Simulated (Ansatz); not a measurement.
# Ir: Grüneisen parameters and expansion

Level of theory: DFT PBEsol, scalar-relativistic, plane waves, PAW in Ansatz 0.2.0. Settings: 420 eV plane-wave cutoff, Γ-centred 20×20×20 mesh, Fermi-Dirac smearing of 0.15 eV. No spin polarisation. Phonons by linear response, acoustic sum rule imposed.

Relaxed structure:
Space group Fm-3m (No. 225). a = 3.832 Å, b = 3.832 Å, c = 3.832 Å, α = 90.00°, β = 90.00°, γ = 90.00°
```json
{"atom": "Ir", "site": "4a", "symmetry": "m-3m", "x": "0.0000", "y": "0.0000", "z": "0.0000"}
```

In a metal, frequencies depend on the k mesh and the smearing, soft modes most. Spin–orbit coupling is left out, which can shift energies with elements as heavy as these.

Phonons on a 2×2×2 q mesh at 0.98, 1 and 1.02 times the equilibrium volume give γ = −d ln ν/d ln V, modes matched by rank. The cell has V = 14.07 Å³ with 1 atom and B = 384 GPa. Points of the mesh (fractions of the reciprocal vectors) with their weights out of 8; the acoustic modes at Γ are left out:

```
               q weight  ν (cm⁻¹)     γ  degeneracy
 0.00 0.00 -0.50       4       114  2.05           2
 0.00 0.00 -0.50       4       200  2.99           1
0.00 -0.50 -0.50       3       146  2.57           2
0.00 -0.50 -0.50       3       191  3.07           1
```

Problem. Work out the volume expansion coefficient at 50, 100, 300 and 800 K in Grüneisen's theory.

Solution. Each mode holds c = k_B x² eˣ/(eˣ − 1)², x = hcν/k_BT (k_B = 0.695 cm⁻¹/K). Weighted over the mesh, C_V = Σ c, γ̄ = Σ cγ/C_V and α_V = γ̄ C_V/(BV):
```csv
T (K),C_V (k_B a cell),γ̄,α_V (10⁻⁶/K)
50,0.74,2.32,4.4
100,1.80,2.46,11.3
300,2.51,2.52,16.1
800,2.61,2.52,16.8
```

The classical limit of C_V is 3n = 3 k_B, less the 3/8 k_B of the three modes left out, which leaves C_V and α_V about 12 % low even at high temperature. All γ are positive, so the crystal expands at every temperature. For a cubic crystal the linear coefficient is a third of α_V. A mesh this coarse misses long acoustic waves, so the low-temperature rows are rough; B and γ are held at their static values, and the electrons' part is left out.

Problem. The zero-point energy of the cell, summed on a denser interpolated mesh, is 27.551, 26.144 and 24.777 meV at the three volumes. How far does it expand the lattice at 0 K?

Solution. P_zp = −dE_zp/dV = 2.774 meV / (0.563 Å³) × 0.16022 GPa Å³/meV = 0.790 GPa, so ΔV/V = P_zp/B = 0.21 %. This share is taken off a measured low-temperature volume before it is compared with a static calculation.

Cost: 6 runs of about 2.5 core-minutes in all, on Intel Xeon 6975P-C (Granite Rapids) (shared hosts).

Iridium's thermal expansion here follows the filling of its phonon modes: α_V rises steeply with C_V on warming, while γ̄ changes little. The slight rise in γ̄ comes from the order of excitation, since the soft transverse modes fill first and have the smaller γ. At both zone-boundary points the longitudinal mode is the more volume-sensitive, though γ doesn't strictly follow frequency: the 200 cm⁻¹ mode lies just below the 191 cm⁻¹ one. Longitudinal motion directly compresses and stretches neighbour contacts and so probably samples the steep short-range repulsion more strongly than transverse motion does.

The modes are strongly anharmonic, yet the expansion stays modest because cohesion through the partly filled 5d band gives a very large bulk modulus. That stiffness, together with the heavy nucleus, also keeps the zero-point swelling small. The near-plateau between 300 and 800 K reflects classical saturation of C_V. Measured expansion of iridium keeps climbing in this range, probably in part because the real lattice softens as it expands.
